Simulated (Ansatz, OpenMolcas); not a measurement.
# A ladder of methods for ZrCl4 (zirconium tetrachloride)

ZrCl4: 5 atoms, total charge 0, spin state singlet. As SMILES, `Cl[Zr](Cl)(Cl)Cl`. Geometry: relaxed at PBE0-D4/def2-TZVP.

| atom | x (Å) | y (Å) | z (Å) |
| --- | --- | --- | --- |
| Cl | -0.1100 | -0.2308 | 2.3018 |
| Zr | 0.0000 | 0.0000 | 0.0000 |
| Cl | 1.5454 | -1.4992 | -0.8533 |
| Cl | -2.0817 | -0.4301 | -0.9193 |
| Cl | 0.6463 | 2.1601 | -0.5293 |

Quantity: the HOMO–LUMO gap, in eV. The values are calculated.

```
                              level                    kind     program  value (eV)  CPU time
      PBE/def2-SVP (core potential)                     GGA      Ansatz        4.96     5.5 s
    M06-L/def2-SVP (core potential)                meta-GGA  OpenMolcas        5.42      54 s
     TPSS/def2-SVP (core potential)                meta-GGA  OpenMolcas        5.15      52 s
    B3LYP/def2-SVP (core potential)           global hybrid  OpenMolcas        6.64      46 s
    BHLYP/def2-SVP (core potential)           global hybrid      Ansatz        9.30       9 s
   M06-2X/def2-SVP (core potential)         hybrid meta-GGA  OpenMolcas           ?      55 s
     PBE0/def2-SVP (core potential)           global hybrid  OpenMolcas           ?      40 s
CAM-B3LYP/def2-SVP (core potential)  range-separated hybrid      Ansatz        9.53     8.1 s
```

Question: Estimate the missing values from the other rows.

Answer: As computed at these levels: M06-2X/def2-SVP (core potential): 9.34 eV; PBE0/def2-SVP (core potential): 7.10 eV. The values span 4.96 to 9.53 eV. Orbital gaps aren't excitation energies; they tend to grow with the share of exact exchange. Times are those of the runs behind each value, whatever else they computed, on shared processors of several kinds: orders of magnitude only.

Every level gives ZrCl4 a wide gap, but its size depends strongly on the functional: the three semilocal values lie between 4.96 and 5.42 eV, while the hybrids run from 6.64 eV with B3LYP to 9.53 eV with CAM-B3LYP. The wide gap fits the textbook picture of tetrahedral Zr(IV), with a formally empty d shell. The highest occupied orbitals are essentially chlorine p lone pairs, held low by chlorine's electronegativity, and the lowest empty ones are mainly zirconium d, pushed up somewhat by π donation from the ligands.

The gap thus separates ligand from metal, and the spread probably arises because nonlocal exchange stabilises the compact chlorine lone pairs while leaving the empty d orbitals without a comparable attraction. BHLYP, M06-2X and CAM-B3LYP nearly coincide despite their different constructions, but this agreement is no evidence of accuracy. Without a reference ionisation energy and electron affinity, the ladder can't show which value lies closest to the molecule's fundamental gap.
